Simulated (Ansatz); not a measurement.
# A series in volume scale on Re

All results are calculated (Ansatz 0.2.0). Periodic Kohn-Sham DFT of a crystal at fixed atoms, scaled to volume_scale times the given cell; pressure positive in compression, energy less spherical unpolarised free atoms, largest_vzz the field gradient of largest size among the nuclei.

The cell before it is scaled or strained (space group Fm-3m, No. 225):
```
Re
1.0
      0.0000     1.9750     1.9750
      1.9750     0.0000     1.9750
      1.9750     1.9750     0.0000
Re
1
Direct
  0.00000 0.00000 0.00000
```

Settings of every row: method frozen-core PAW; functional PBEsol; relativity scalar; k mesh 14x14x14; filling fermi-dirac; smearing width 0.05 eV; wave cutoff 420 eV; paw set soft_2.

Atom start moment: 0 on all atoms.

Limits: PAW files made with PBE; cell far from its zero-pressure volume; no spin-orbit coupling on heavy atoms.

```csv
row,volume scale,V (Å³/atom),pressure (GPa)
1,0.94,14.483,3.145
2,0.96,14.791,-4.905
3,0.98,15.099,-12.096
4,0.99,15.253,-15.396
5,1,15.407,-18.515
6,1.01,15.562,-21.457
7,1.02,15.716,-24.234
8,1.04,16.024,?
9,1.06,16.332,-33.839
```

Question: what pressure should row 8 give?

Worked fit of pressure. Take u = (V_r/V)^(2/3) − 1 with V_r = 15.33 Å³ an atom, which is twice the finite (Eulerian) strain; such expansions in the strain, on which the Birch-Murnaghan equation of state is built, carry the rest volume and the bulk modulus. The shown rows have u = 0.03862, 0.02415, 0.01017, 0.00336, -0.00333, -0.00996, -0.01644, -0.04133. Least squares give pressure = −16.9726 + 464.826 × u + 1414.47 × u² + 1001 × u³ GPa; a parabola predicts inner rows, each left out in turn, worse (root mean square 0.017 against 0.0072 GPa). The rows lie off it by -0.001, 0.003, 0.002, -0.001, -0.010, 0.006, 0.002, -0.001 (root mean square 0.0044 GPa). The pressure vanishes at u = 0.0331, or V = 14.6 Å³ an atom, and there the bulk modulus at fixed shape and fractions is B = −V dP/dV = (2/3)(1 + u) dP/du = 387 GPa. The withheld row has u = -0.02909, so the fit gives −16.9726 + 464.826 × (-0.02909) + 1414.47 × (-0.02909)² + 1001 × (-0.02909)³ = -29.322 GPa.

The calculation gave -29.321 GPa. The fit lies 0.001 GPa (0.0027 % of the column's range) below it, one unit of the last digit.
